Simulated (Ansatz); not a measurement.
# SnO: energy less free atoms and pressure against volume per atom

All results are calculated (Ansatz 0.2.0). Periodic Kohn-Sham DFT of a crystal at fixed atoms; pressure and stress are positive in compression; the energy is the free energy less that of spherical unpolarised free atoms; site moments are those in the method's own spheres, positive along +z.

Cell of the first row (space group P4/nmm, No. 129):
```
CELL_PARAMETERS angstrom
3.72440 0.00000 0.00000
0.00000 3.72440 0.00000
0.00000 0.00000 4.73730
ATOMIC_POSITIONS crystal
Sn 0.00000 0.50000 0.23850
Sn 0.50000 0.00000 0.76150
O 0.00000 0.00000 0.00000
O 0.50000 0.50000 0.00000
```

Settings of every row: method all-electron LAPW; functional LDA; relativity scalar; k mesh 6x6x5; filling fermi-dirac; smearing width 0.02 eV; basis error target 0.5 meV/atom; nucleus gaussian.

Atom start moment: 0 on all atoms.

Limits of some rows: small gap, it may come from the mesh (row 4, 5, 6, 7, 8, 9).

```csv
row,volume per atom (Å³),energy less free atoms (eV/atom),pressure (GPa)
1,16.428,-6.4369,3.506
2,16.777,-6.442,1.152
3,17.127,-6.4421,-0.943
4,17.302,-6.4406,-1.919
5,17.476,-6.438,-2.851
6,17.651,-6.4344,-3.738
7,17.826,-6.4298,-4.579
8,18.175,?,?
9,18.525,-6.4032,-7.516
```

Question: what energy less free atoms and pressure should row 8 give?

Worked fit of energy less free atoms. Take u = (V_r/V)^(2/3) − 1 with V_r = 17.389 Å³ an atom, which is twice the finite (Eulerian) strain; such expansions in the strain, on which the Birch-Murnaghan equation of state is built, carry the rest volume and the bulk modulus. The shown rows have u = 0.03863, 0.02417, 0.01017, 0.00335, -0.00332, -0.00992, -0.01641, -0.04131. Least squares give energy less free atoms = −6.43941 − 0.3902 × u + 11.773 × u² eV/atom; a straight line predicts inner rows, each left out in turn, worse (root mean square 0.0057 against 4.4e-05 eV/atom). The rows lie off it by 0.0000, 0.0000, 0.0001, 0.0000, 0.0000, 0.0000, 0.0000, 0.0000. Its lowest point lies at u = 0.0166, or V = 16.97 Å³ an atom, and the curvature there gives the bulk modulus at fixed shape and fractions, B = (4/9)(1 + u)² E″(u)/V = 102 GPa. Letting shape and atoms relax would as a rule lower it, by much in layered, chain or molecular crystals. The withheld row has u = -0.02904, so the fit gives −6.43941 − 0.3902 × (-0.02904) + 11.773 × (-0.02904)² = -6.4182 eV/atom.

The calculation gave -6.4181 eV/atom. The fit lies 0.0001 eV/atom (0.26 % of the column's range) below it, one unit of the last digit.

Worked fit of pressure. Take u = (V_r/V)^(2/3) − 1 with V_r = 17.389 Å³ an atom, which is twice the finite (Eulerian) strain; such expansions in the strain, on which the Birch-Murnaghan equation of state is built, carry the rest volume and the bulk modulus. The shown rows have u = 0.03863, 0.02417, 0.01017, 0.00335, -0.00332, -0.00992, -0.01641, -0.04131. Least squares give pressure = −2.3956 + 138.758 × u + 358.48 × u² GPa; a straight line predicts inner rows, each left out in turn, worse (root mean square 0.17 against 0.0099 GPa). The rows lie off it by 0.006, -0.016, 0.004, 0.008, 0.001, -0.001, -0.003, 0.000 (root mean square 0.0069 GPa). The pressure vanishes at u = 0.0166, or V = 16.97 Å³ an atom, and there the bulk modulus at fixed shape and fractions is B = −V dP/dV = (2/3)(1 + u) dP/du = 102 GPa. Letting shape and atoms relax would as a rule lower it, by much in layered, chain or molecular crystals. The withheld row has u = -0.02904, so the fit gives −2.3956 + 138.758 × (-0.02904) + 358.48 × (-0.02904)² = -6.123 GPa.

The calculation gave -6.13 GPa. The fit lies 0.007 GPa (0.064 % of the column's range) above it; its largest miss of a shown row is 0.016 GPa.
